## When heat overrules the dopant

Ten times more carriers in a dilute band move the chemical potential towards the band edge by $k_BT\ln 10$. The Seebeck coefficient $S$ is the mean energy, measured from the chemical potential, that the current carries per unit charge and per kelvin. Its size should therefore fall by $(k_B/e)\ln 10\approx198$ µV/K for each decade of doping. This argument counts one kind of carrier only. In hot Mg₂ZnN₂ heat also lifts electrons across the gap, which creates electrons and holes in pairs, and the dopant sets $S$ only if it outnumbers them.

Transport in doped Mg2ZnN2 (I4/mmm, a = 3.158 Å, c = 12.243 Å) from rigid PBE bands at constant relaxation time, calculated with Ansatz 0.2.0 (plane-wave PAW, scalar-relativistic, no spin polarisation, 420 eV cutoff, 16×16×16 k mesh, Gaussian smearing of 0.02 eV). Doping is positive for holes; masses 1 and 3 are the smallest and largest principal values of ne²τ/σ.

```csv
temperature (K),doping (1e18 cm^-3),Seebeck xx (microV/K),Seebeck zz (microV/K),conductivity mass 1 (m_e),conductivity mass 3 (m_e)
300,-1,-504,-501,0.375,0.452
300,-10,-309,-305,0.378,0.454
300,-100,-134,-129,0.397,0.467
300,-1000,-43.6,-30.6,0.541,0.571
300,1,695,689,0.833,1.54
300,10,497,491,0.833,1.54
300,100,300,294,0.835,1.55
300,1000,120,110,0.855,1.65
600,-1,-169,-322,n/a,n/a
600,-10,-362,-372,n/a,n/a
600,-100,-217,-204,0.439,0.489
600,-1000,-83.7,-60.2,0.553,0.614
600,1,6.1,-214,n/a,n/a
600,10,450,317,n/a,n/a
600,100,376,360,0.860,1.73
600,1000,186,170,0.874,1.83
900,-1,-61.6,-200,n/a,n/a
900,-10,-126,-233,n/a,n/a
900,-100,-250,-240,n/a,n/a
900,-1000,-117,-88.2,0.570,0.669
900,1,-45.6,-191,n/a,n/a
900,10,29.6,-141,n/a,n/a
900,100,345,257,n/a,n/a
900,1000,222,202,0.893,2.01
```

Doping is in units of $10^{18}$ cm⁻³, positive for holes. The direction xx lies in the plane of the tetragonal crystal and zz along its axis. A conductivity mass $m$ turns a carrier density into a conductivity, at a relaxation time taken as equal for all carriers. It is marked n/a in the mixed rows, where electrons and holes both count.

### The cold row: one carrier

Take the row at 300 K with $10^{18}$ holes per cm³, where $S$ is 695 µV/K in the plane. For one dilute, parabolic band

$$|S|=\frac{k_B}{e}\left[\frac52+\ln\frac{N}{n}\right],$$

where $n$ is the carrier density and $N$ the number of states within thermal reach of the band edge, which grows as $T^{3/2}$. The logarithm is the distance from the chemical potential to the edge. The $5/2$ is the mean energy of the current beyond the edge, in units of $k_BT$, since faster carriers contribute more.

The first two decades of hole doping at 300 K lower $S$ in the plane by 198 and 197 µV/K, as the counting demands. Electrons start with 195 but reach only 175 in the second decade, because their band fills sooner. Read through the formula, the Seebeck values at the lightest doping give the valence band about nine times the capacity $N$ of the conduction band. This is why holes have the larger $|S|$ at equal doping and stay dilute for longer.

### The same doping at 600 K: two carriers

If holes alone carried the current, heating from 300 to 600 K would raise $S$ by $\tfrac32(k_B/e)\ln2\approx90$ µV/K. Instead $S$ collapses to 6 µV/K in the plane and turns to −214 µV/K along the axis. The material is still doped with holes, but they no longer carry the current alone.

The estimate runs as follows, with densities in $10^{18}$ cm⁻³. The 300 K rows at the lightest doping give capacities of about 28 for electrons and 260 for holes, which become 80 and 740 at 600 K. With the calculated gap of 0.475 eV, the density of thermally made pairs in undoped material is

$$n_i=\sqrt{80\times740}\;e^{-0.475/(2\times0.0517)}\approx2.5 .$$

One unit of hole doping must satisfy $p-n=1$ and $pn=n_i^2$, so $p\approx3.0$ and $n\approx2.0$. The dopant tilts the balance towards holes but leaves many electrons. The formula then gives about +690 µV/K for the holes and −530 µV/K for the electrons.

The two contributions are averaged with the conductivities as weights, that is, with density over mass:

$$S_{xx}\approx\frac{3.6\times690-4.4\times530}{3.6+4.4}\approx+20,\qquad
S_{zz}\approx\frac{1.9\times690-5.3\times530}{1.9+5.3}\approx-210 .$$

In the plane two large terms nearly cancel. Along the axis the holes are heavy (1.54 electron masses against 0.833 in the plane), so they lose weight in the average and the electrons win. A single dilute carrier shows almost no such anisotropy, because its mass weights the numerator and the denominator alike.

### Which mass belongs to which axis

The masses are sorted by size, so their directions have to be inferred. For holes the small difference between the two Seebeck columns helps. If a mass grows with temperature, the more energetic carriers contribute less than a parabola would have them do, and $S$ drops slightly in that direction. In the dilute limit

$$S_{xx}-S_{zz}=\frac{k_B}{e}\,\frac{d\ln(m_{zz}/m_{xx})}{d\ln T}.$$

At $10^{20}$ holes per cm³, with the heavy mass along the axis, the masses at 300 and 600 K give 10 µV/K. The Seebeck columns give 11 on average, and swapping the axes would reverse the sign of the prediction. For electrons, the estimate was tried both ways on the ten hot rows where both carriers count. The typical miss is 17 µV/K with the light mass along the axis and 36 µV/K with the heavy one there. The first choice is used above, so the worked row had a part in choosing the electron axes, though none in setting the capacities. The single-carrier rows at $10^{20}$ electrons per cm³ point the same way: from 300 to 600 K the lighter mass grows by the larger fraction, and $|S|$ is smaller along the axis.

### Hotter still, and more heavily doped

At 900 K the estimated pair density is about $2\times10^{19}$ cm⁻³, and a doping of $10^{18}$ hardly matters. Replacing electron doping by hole doping at that level changes $S$ in the plane only from −62 to −46 µV/K. Both values belong essentially to the undoped material. They are negative because the electrons are lighter, which outweighs the larger Seebeck coefficient of the holes.

More doping suppresses the minority carriers. With electron doping $|S|$ then grows at once, while with hole doping $S$ must first pass through zero. In the end the ordinary fall with density takes over, which leaves a peak. Among the dopings in the table, which are a factor of ten apart, the largest $|S|$ at 900 K is at $10^{20}$ cm⁻³ for both dopants and both directions. That is about five times the estimated pair density.

One mixed row breaks the pattern that $S$ is more negative along the axis: 900 K with $10^{20}$ electrons per cm³, at −250 in the plane and −240 along the axis. The single-carrier row at the same doping and 600 K has the same order, −217 and −204. This points to the shape of the conduction band itself, with too few holes present to reverse the order.

At $10^{21}$ electrons per cm³ the dilute picture fails altogether, and at 300 K its formula even returns a positive $S$. The chemical potential now lies deep in the band. Only electrons within about $k_BT$ of it carry a net thermoelectric signal, so $|S|$ should grow in proportion to temperature. On going from 300 to 900 K it grows by factors of 2.7 in the plane and 2.9 along the axis, close to the expected three.

### How far to trust it, and what to do

The printed output after this text compares the two-band estimate with every row. It reproduces the sign in all ten mixed rows. Its worst miss among them is at 900 K and $10^{20}$ holes per cm³, where it gives 300 µV/K along the axis against 257 in the table. Part of the reason lies in the hole band itself. Its mass along the axis grows on heating, so energetic holes carry less current than a parabola would have them do. The estimate is also too high along the axis in the single-carrier row at the same doping and 600 K. Since the full calculation also uses band transport, the agreement shows that two simple band edges capture its result, not that a real sample must follow it.

For a real sample the temperature at which mixing starts is a weak prediction. PBE usually makes gaps too small, and a gap wider by only 0.1 eV would cut the pair density at 600 K to about 0.4 of its value. The sign changes would then move to higher temperature or lighter doping. They would also shift if electrons and holes scattered at different rates. The bands are those of a lattice at rest, and rigid bands are least secure at the highest doping. The cell kept its starting symmetry and its stability was not tested, so a real sample may have another structure.

Three working rules follow.

- **Dope for the hot end.** For a large $|S|$, estimate the pair density at the highest operating temperature and aim for several times that value. Heavy majority carriers need a larger excess: for holes along the axis at 600 K, $10^{20}$ cm⁻³ gives a larger $S$ than $10^{19}$. Output power also needs conductivity, so it can favour heavier doping. The doping with the largest $|S|$ at 300 K no longer has it at 600 K, for either dopant and in either direction.
- **Don't read the dopant type from a hot Seebeck measurement.** Three hole-doped rows are negative along the axis, and one of them is negative in the plane too. A measurement near room temperature is the safer test.
- **Control the orientation where carriers mix.** At 900 K and $10^{19}$ holes per cm³, $S$ is +30 µV/K in the plane and −141 along the axis, so crystal texture could decide the sign of the voltage.

Printed output of the fit:

```
Two-band estimate in microV/K with light electron mass along z:
  row  doping  xx change per decade  model xx  miss xx  model zz  miss zz  majority density over N  degenerate limit
  300      -1                     0    -503.9  0.09184      -504   -2.955                  0.03513             -3279
  300     -10                   195    -305.6    3.422    -305.6  -0.5781                   0.3513            -706.5
  300    -100                   175    -107.2    26.84    -107.2    21.84                    3.513            -152.2
  300   -1000                  90.4     91.26    134.9     91.26    121.9                    35.13            -32.79
  300       1                     0     694.7  -0.2958     694.3    5.349                 0.003829             14370
  300      10                  -198     496.6  -0.4244     496.6    5.572                  0.03829              3096
  300     100                  -197     298.2   -1.843     298.2    4.157                   0.3829               667
  300    1000                  -180     99.74   -20.26     99.74   -10.26                    3.829             143.7
  600      -1                     0      -173   -3.964    -327.2   -5.249                  0.03748             -3141
  600     -10                  -193    -355.3    6.722    -374.4   -2.359                   0.1314             -1361
  600    -100                   145    -196.3     20.7    -196.5     7.48                    1.243            -304.3
  600   -1000                 133.3     1.673    85.37      1.67    61.87                    12.42            -65.58
  600       1                     0     14.57    8.472    -206.7    7.267                 0.004085             13764
  600      10                 443.9     469.9    19.89       358    40.99                  0.01432              5966
  600     100                   -74     386.3    10.33     384.7    24.66                   0.1355              1334
  600    1000                  -190     189.3    3.318     189.3     19.3                    1.354             287.4
  900      -1                     0    -54.92    6.684    -201.1   -1.141                   0.1451             -1274
  900     -10                 -64.4    -121.2    4.829    -237.1   -4.127                   0.1795             -1105
  900    -100                  -124      -225    24.98    -236.3    3.743                   0.7046            -444.2
  900   -1000                   133    -50.48    66.52     -50.6     37.6                    6.764            -98.35
  900       1                     0    -38.17    7.428    -190.8   0.1533                  0.01582              5582
  900      10                  75.2     41.96    12.36    -134.9    6.116                  0.01956              4845
  900     100                 315.4     370.1    25.11     300.1    43.07                   0.0768              1947
  900    1000                  -123     240.9    18.93       240    37.98                   0.7372               431
Dilute-band change of S per decade of doping in microV/K: 198.4
Valence over conduction band capacity N: 9.175
Estimated intrinsic density at 600 K in 1e18 per cm3: 2.467
Estimated intrinsic density at 900 K in 1e18 per cm3: 20.96
Rms miss in mixed rows with light electron mass along z in microV/K: 16.96
Rms miss in mixed rows with heavy electron mass along z in microV/K: 35.88
Ratio of S xx at 900 K to 300 K at electron doping 1e21: 2.683
Ratio of S zz at 900 K to 300 K at electron doping 1e21: 2.882
Hole xx less zz at 1e20 expected from mass ratio between 300 and 600 K in microV/K: 9.991
Hole xx less zz at 1e20 in the table as mean of 300 and 600 K in microV/K: 11
Factor on intrinsic density at 600 K for a gap wider by 0.1 eV: 0.3802
```
